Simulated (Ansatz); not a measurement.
TiAgHg2: pressure and energy above lowest point against volume scale

Free energy against uniform scaling of the volume at fixed shape and fractions; periodic cell, basis, potentials, k mesh and filling as listed. The results are calculated, by Ansatz 0.2.0.

The cell before it is scaled or strained (space group P4/mmm, No. 123):
```
TiAgHg2
1.0
      4.1638     0.0000     0.0000
      0.0000     4.1638     0.0000
      0.0000     0.0000     4.0735
Ti Ag Hg
1 1 2
Direct
  0.50000 0.50000 0.00000
  0.00000 0.00000 0.00000
  0.00000 0.50000 0.50000
  0.50000 0.00000 0.50000
```

Settings of every row: functional PBEsol; dispersion none; potentials PAW; wave cutoff 462.59 eV; density cutoff 1850.4 eV; k mesh 6x6x6; k shift 0x0x0; occupations fermi dirac; smearing width 0.1 eV; spin none; SCF threshold exponent -9.

Limits: coarse k mesh, up to 40 meV an atom off; stress loosely converged; no spin-orbit coupling, which can matter with elements this heavy.

```csv
row,volume scale,V (Å³/atom),pressure (GPa),energy above lowest point (meV/atom)
1,0.9406,16.607,16.17,87.7
2,0.9703,17.131,?,?
3,1,17.656,6.2,16.4
4,1.0297,18.18,2.4,2.5
5,1.0594,18.705,-0.77,0
```

Question: what pressure and energy above lowest point should row 2 give?

Worked fit of pressure. Take u = (V_r/V)^(2/3) − 1 with V_r = 17.918 Å³ an atom, which is twice the finite (Eulerian) strain; such expansions in the strain, on which the Birch-Murnaghan equation of state is built, carry the rest volume and the bulk modulus. The shown rows have u = 0.05196, 0.00987, -0.00963, -0.02825. Least squares give pressure = 4.212 + 195.24 × u + 671.5 × u² GPa; a straight line predicts inner rows, each left out in turn, worse (root mean square 0.66 against 0.012 GPa). The rows lie off it by 0.00, 0.00, 0.01, 0.00. The pressure vanishes at u = -0.0235, or V = 18.57 Å³ an atom, and there the bulk modulus at fixed shape and fractions is B = −V dP/dV = (2/3)(1 + u) dP/du = 107 GPa. Letting shape and atoms relax would as a rule lower it, by much in layered, chain or molecular crystals. The withheld row has u = 0.0304, so the fit gives 4.212 + 195.24 × (0.0304) + 671.5 × (0.0304)² = 10.77 GPa.

The calculation gave 10.74 GPa. The fit lies 0.03 GPa (0.18 % of the column's range) above it; its largest miss of a shown row is 0.01 GPa.

Worked fit of energy above lowest point. Take u = (V_r/V)^(2/3) − 1 with V_r = 17.918 Å³ an atom, which is twice the finite (Eulerian) strain; such expansions in the strain, on which the Birch-Murnaghan equation of state is built, carry the rest volume and the bulk modulus. The shown rows have u = 0.05196, 0.00987, -0.00963, -0.02825. Least squares give energy above lowest point = 7.85 + 720.1 × u + 15712 × u² meV/atom; a straight line predicts inner rows, each left out in turn, worse (root mean square 15 against 0.26 meV/atom). The rows lie off it by 0.0, -0.1, 0.1, 0.0. Its lowest point lies at u = -0.0229, or V = 18.55 Å³ an atom, and the curvature there gives the bulk modulus at fixed shape and fractions, B = (4/9)(1 + u)² E″(u)/V = 115 GPa. Letting shape and atoms relax would as a rule lower it, by much in layered, chain or molecular crystals. The withheld row has u = 0.0304, so the fit gives 7.85 + 720.1 × (0.0304) + 15712 × (0.0304)² = 44.3 meV/atom.

The calculation gave 43.9 meV/atom. The fit lies 0.4 meV/atom (0.46 % of the column's range) above it; its largest miss of a shown row is 0.1 meV/atom.
